A carbon monoxide molecule lies beside silicon tetrafluoride, with its carbon end nearer to silicon. Atom 1 is C, atom 2 is O, atom 4 is Si, and atoms 3, 5, 6 and 7 are F. Each row of the table belongs to a bond critical point: a place where the electron density $\rho$ has zero gradient, lowest along the path joining two atoms and highest across it. The Laplacian $\nabla^2\rho$ is the sum of the three curvatures of the density there, and $H$ is the energy density. All quantities are in atomic units.

QTAIM bond critical points in a neutral, singlet complex of carbon monoxide and silicon tetrafluoride, from a gas-phase single point with PySCF 2.14.0 at the r2SCAN/6-311G(d,p) level on a GFN2-xTB geometry. Atoms are numbered 1 C, 2 O, 3 F, 4 Si and 5–7 F.

```
row  density (a.u.)  first atom  second atom  laplacian (a.u.)  ellipticity  energy density (a.u.)
  1           0.485       1.000        2.000             0.808        0.000                 -0.850
  2           0.143       4.000        5.000             1.253        0.001                 -0.022
  3           0.143       4.000        7.000             1.250        0.001                 -0.022
  4           0.141       4.000        6.000             1.235        0.000                 -0.021
  5           0.141       3.000        4.000             1.232        0.001                 -0.021
  6           0.010       1.000        3.000             0.036        0.816                  0.001
```

The rows fall into three kinds: the C–O bond, four Si–F bonds so alike that they count as one case, and a weak contact between C and a fluorine atom.

**(a) A positive Laplacian is often read as the sign of a closed-shell contact. Why is it positive even in carbon monoxide, and why is it larger still in the Si–F bonds?**

*Solution.* Two limiting cases show what the Laplacian weighs. In a strong bond between equal atoms the point lies halfway, in density that both atoms share. The density falls off steeply to the sides, the two negative curvatures across the bond win, and the Laplacian is usually negative. Between two closed shells that barely touch, the density sags between the atoms and is almost flat sideways, so the positive curvature along the path wins.

Carbon monoxide shares electrons as in the first case, but its critical point is far from the middle. Oxygen holds the larger part of the density, which pushes the point to 0.38 Å from carbon, about a third of the bond length. There it meets the steep outer edge of the carbon core. This edge, by the usual picture of atomic shells, makes the curvature along the bond large.

The computed curvatures show the result. Across the C–O bond they are −1.61 each, a mark of much shared density, yet the curvature along the bond is +4.04. The Laplacian of 0.81 is what remains after most of the positive part has been cancelled. Its sign therefore reflects where the point lies as well as how far electrons are shared.

In Si–F the point is also nearer the electropositive atom, and the curvature along the bond, about 1.8, is less than half that of C–O. The two curvatures across it, however, are only about −0.29 each and cancel roughly a third of it. The Si–F bonds thus have the larger Laplacian because less is cancelled, although their density is less sharply curved in every direction. The Laplacian alone does not rank these bonds by the amount of shared density.

**(b) The energy density does separate the three kinds: strongly negative, slightly negative, slightly positive. Derive an estimate of it from the density and the Laplacian, and explain the order.**

*Solution.* The energy density is the sum $H=G+V$ of a positive kinetic part $G$ and a negative potential part $V$. The local virial relation, which is built into this analysis, connects them by $\tfrac14\nabla^2\rho=2G+V$. Subtracting $G$ from both sides gives

$$H=\tfrac14\nabla^2\rho-G .$$

An estimate of $G$ comes from the electron gas. A uniform gas has the kinetic energy density $c\,\rho^{5/3}$, with $c=\tfrac{3}{10}(3\pi^2)^{2/3}\approx2.87$. The first correction for an uneven density adds $\tfrac16\nabla^2\rho$ and a term in the gradient, which vanishes at a critical point. Since $\tfrac14-\tfrac16=\tfrac1{12}$,

$$H\approx\tfrac1{12}\nabla^2\rho-c\,\rho^{5/3}.$$

The sign of $H$ is thus decided by a contest between curvature and density. To see who wins, write $\nabla^2\rho=\kappa\rho$, where $\kappa$ is the Laplacian per unit of density. Then

$$H\approx\rho\left(\frac{\kappa}{12}-c\,\rho^{2/3}\right).$$

For a given positive $\kappa$, a thin density makes the second term in the bracket negligible, and $H$ is positive. A high density makes that term dominate, and $H$ is negative.

Carbon monoxide is close to the dense limit. Its density is high, and its Laplacian per unit of density is small because of the cancellation found in (a). The density term of 0.86 far outweighs the Laplacian term of 0.07. The estimate is $H\approx-0.79$, against −0.85 in the table.

The weak contact lies on the thin side of the balance, though not at the limit: its density term of 0.0013 is still almost half of its Laplacian term of 0.0030. Its $\kappa$ is less than half that of Si–F, so it is no specially sharp feature of the density. But there is so little density that the curvature term still wins, and $H$ is slightly positive.

The Si–F bonds lie between these two cases. For row 2 the estimate reads

$$H\approx\frac{1.253}{12}-2.87\times0.143^{5/3}\approx0.104-0.112=-0.008 .$$

Two terms of nearly equal size almost cancel. The density is moderate, but the Laplacian per unit of density is the largest of the three kinds, and this brings a genuine bond close to the balance point.

The computed value for this row is −0.022, so the estimate finds the near balance but only about a third of the remainder. The cause is an error of about 4% in $G$, relative to its computed value, which matters greatly once the large terms have cancelled. The formula alone could not settle the sign for Si–F; the full calculation does. The analysis printed after this text applies the formula, with its coefficients fixed by theory, to all six rows, and $G$ comes out 3 to 5% too low throughout. Such agreement supports the contest as an explanation, though the expansion is not strictly justified where the density varies so quickly.

A value of $H$ near zero must not be taken for the absence of a bond. The same calculation gives Mayer bond orders close to 1 for Si–F, as befits polar single bonds. For another polar bond, the same two questions apply: how much density lies at the critical point, and how sharply it is curved for that amount.

**(c) The weak contact runs from carbon to a fluorine atom, and its ellipticity is 0.816 while that of every other row is close to zero. Does this show a specific attraction between C and F?**

*Solution.* The ellipticity compares the two curvatures across the path: it is the ratio of the stronger to the weaker, less one. In C–O and Si–F the density around the bond axis is nearly round, so the two are equal and the ellipticity is close to zero. At the contact they are −0.0084 and −0.0047. The density there falls off more slowly in one direction across the path than in the direction at right angles to it.

The position of the point suggests which direction that is. It lies 0.19 Å off the straight line from C to F, and this shift brings it closer to silicon. Carbon is 3.16 Å from silicon, less than the usual sum of van der Waals radii. The lone pair of carbon, expected on the extension of the O–C axis, lies on the same side of the C–F line. The likely reading is that density from this lone pair and from the face of SiF₄ flattens the profile towards that side, although the direction of the weaker curvature was not tested. A double bond, the familiar source of high ellipticity, plays no part here.

A symmetric limit shows why the path picks out one fluorine atom. Carbon sits almost opposite one Si–F bond, facing silicon between the other three fluorines. If carbon monoxide stood exactly on the threefold axis, those three would be equivalent, and a single path to just one of them would be impossible. In the actual geometry the O–C axis is tilted by about 44° from the line between carbon and silicon. Carbon itself is slightly off the threefold axis, 2.9 Å from one fluorine but about 3.1 Å from the other two. The path goes to the nearest.

The path therefore records the uneven placement of carbon and is no proof of a special C–F attraction. Electrostatics suggests a different one: the side of SiF₄ opposite a fluorine atom carries a positive potential, which would attract the lone pair on carbon. In this geometry, however, the lone pair does not point straight at silicon, so the contact is no clear example of that attraction either. The tilt comes from a tight-binding geometry that was not optimised again with the density functional, so a slightly different structure might send the path elsewhere. The low density and the slightly positive $H$ depend less on that choice, since they follow from the thin overlap of two closed-shell molecules.

Output of the analysis:

```
Energy parts at the bond points in a.u.:
  row  kinetic G  potential V  ratio of V to G  energy density H
    1      1.052       -1.902            1.808           -0.8499
    2      0.335      -0.3569            1.065          -0.02182
    3     0.3342       -0.356            1.065          -0.02177
    4     0.3304      -0.3519            1.065          -0.02155
    5     0.3293      -0.3507            1.065          -0.02136
    6    0.00771     -0.00628           0.8145           0.00143
Model without fitted parameters in a.u.:
  row  Laplacian term  density term    model H  model less computed H  G miss in percent  density over balance density
    1         0.06733        0.8596    -0.7923                0.05765              -5.48                         4.609
    2          0.1044        0.1123  -0.007862                0.01396             -4.166                         1.045
    3          0.1042        0.1123  -0.008112                0.01366             -4.087                         1.046
    4          0.1029        0.1097  -0.006757                0.01479             -4.478                         1.039
    5          0.1027        0.1097  -0.007007                0.01435             -4.359                          1.04
    6           0.003      0.001333   0.001667              0.0002373             -3.078                        0.6146
Curvatures in a.u. and place of the point:
  row   across 1  across 2    along  distance to C or Si in angstrom  share of bond length
    1     -1.614    -1.614    4.036                            0.384                0.3414
    2    -0.2894   -0.2891    1.832                           0.6561                0.4192
    3    -0.2888   -0.2885    1.827                            0.657                0.4196
    4    -0.2849   -0.2849    1.805                           0.6598                0.4208
    5    -0.2854   -0.2852    1.803                           0.6622                 0.422
    6  -0.008444  -0.00465  0.04909                            1.482                0.5122
Density of C-O over mean density of Si-F: 3.415
Mean Laplacian of Si-F over that of C-O: 1.538
Mean computed H of Si-F (a.u.): -0.02163
Mean model H of Si-F (a.u.): -0.007434
Mean H of Si-F with the Thomas-Fermi term alone in G (a.u.): 0.1996
H of C-O with the Thomas-Fermi term alone in G (a.u.): -0.6576
Distance from C to Si (angstrom): 3.158
Offset of the contact point from the straight C-F line (angstrom): 0.1879
Approach to Si caused by this offset (angstrom): 0.1422
```
